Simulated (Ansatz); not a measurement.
# Isomers of C4H4F2

3 of its isomers, all singlets with charge 0: A = `FC1=CC(F)C1`; B = `FC1=CCC1F`; C = `FC1C=CC1F`.

Shapes, held fixed at every level: PBE0-D4/def2-TZVP. Programs: Ansatz 0.2.0.

Electronic energies in kJ/mol, without zero-point or thermal terms.

| level | kind | B − A | C − A |
| --- | --- | --- | --- |
| HF/def2-SVP | Hartree–Fock | +9.9 | +2.3 |
| r2SCAN-D4/def2-TZVPP | meta-GGA | +11.4 | +14.7 |
| wB97X-V/def2-TZVPP | range-separated hybrid | +10.3 | +9.3 |
| MP2/def2-SVP | perturbation theory | +9.5 | +12.1 |
| MP2/def2-TZVPP | perturbation theory | +10.1 | +10.4 |
| CCSD(T)/def2-SVP | coupled cluster or CI | +8.4 | +9.1 |
| CCSD/def2-TZVPP | coupled cluster or CI | +9.1 | +7.2 |
| CCSD(T)/CBS estimate | coupled cluster or CI | +9.6 | +7.0 |

The highest level, CCSD(T)/CBS estimate, puts A lowest of these. All levels agree on that. The B − A difference spans +8.4 to +11.4 kJ/mol over the levels. The CBS estimate extrapolates MP2 from def2-TZVPP and def2-QZVPP and adds CCSD(T) − MP2 in the triple-zeta set, cores frozen.

The preference for A is robust, but the order of B and C is not: the best level places C below B, while r2SCAN, both MP2 rows and small-basis CCSD(T) reverse them. A and B each carry one vinylic and one allylic fluorine, so errors largely cancel in their difference. What separates them is position. In B the two C–F carbons are adjacent, which brings their bond dipoles close together. In A the allylic C–F bond sits next to the alkene carbon enriched by lone-pair donation from the vinylic fluorine, which probably adds π→σ*(C–F) stabilisation.

C exchanges the vinylic C–F bond for a second allylic one and loses that lone-pair conjugation, so its energy relative to A depends more on how correlation is treated. In the same small basis, it rises from +2.3 kJ/mol with Hartree–Fock to +9.1 kJ/mol with CCSD(T). Because the relative configuration of the two fluorines in C is unspecified, the comparison does not establish a cis or trans preference.
